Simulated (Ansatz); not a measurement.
The calculation used Ansatz, DFT PBE, scalar-relativistic, plane waves, PAW. Settings: cutoff 420 eV, Γ-centred meshes spaced at most about 0.3 Å⁻¹, and about 0.25 Å⁻¹ or finer for metals (2π included), Gaussian smearing. No spin polarisation in the final relaxations.

All energies are static (0 K, no zero-point motion).

Two forms of Ti₃W₂ were relaxed alike.

A.

```yaml
crystal:
  lattice:
    - [2.27260, 1.31209, 4.56386]
    - [-2.27260, 1.31209, 4.56386]
    - [0.00000, -2.62418, 4.56386]
  atoms:
    - { symbol: Ti, position: [0.60304, 0.60304, 0.60304] }
    - { symbol: Ti, position: [0.39696, 0.39696, 0.39696] }
    - { symbol: Ti, position: [0.00000, 0.00000, 0.00000] }
    - { symbol: W, position: [0.19826, 0.19826, 0.19826] }
    - { symbol: W, position: [0.80174, 0.80174, 0.80174] }
```

B.

```yaml
crystal:
  lattice:
    - [0.00000, 2.28860, 11.29266]
    - [1.59391, 0.00000, 11.29266]
    - [1.59391, 2.28860, 0.00000]
  atoms:
    - { symbol: Ti, position: [0.50000, 0.50000, 0.50000] }
    - { symbol: Ti, position: [0.69520, 0.69520, 0.30480] }
    - { symbol: Ti, position: [0.30480, 0.30480, 0.69520] }
    - { symbol: W, position: [0.90134, 0.90134, 0.09866] }
    - { symbol: W, position: [0.09866, 0.09866, 0.90134] }
```

Problem. Which is lower in energy, and by how much?

Solution. A is lower, by 24 meV/atom. A has Ti and W ordered on bcc sites, space group R-3m (No. 166), 16.3 Å³/atom and no gap on its mesh; B has Ti and W ordered on bcc sites, space group Fmmm (No. 69), 16.5 Å³/atom and no gap. Counting all near atoms (those within 1.25 times the shortest distance at each site; a plus sign parts nearer from farther groups; a slash parts the counts of unlike sites), A has Ti 8+6, W 8+6 and B has Ti 14/8+6, W 8+6. Both come from invented guesses.

These runs have no spin–orbit coupling, which can matter for W. A magnetic state wasn't ruled out in cells without spin, among them Fmmm. Cells relaxed within their symmetry can be saddle points.

The 24 meV/atom favours one ordering over another on the same parent lattice, not a different structure type. In B the atoms form pure Ti and pure W sheets parallel to the densest bcc planes, so each W keeps many W neighbours within its own sheet. A stacks the layers along the body diagonal, in pairs of W layers separated by Ti, and gives W more Ti neighbours in both the first and second shells. The preference for A therefore probably reflects Ti–W d bonding, with the electron-poorer group 4 metal and the group 6 metal sharing a partly filled d band. A's slightly smaller volume fits this picture. The count of 14 for some Ti in B marks no new coordination: where two Ti sheets meet, their spacing widens and the two bcc shells blur together.

The ranking doesn't show that A would form, since neither cell is compared with hcp Ti and bcc W, and the real alloy is known for solid solutions and phase separation rather than ordered compounds.
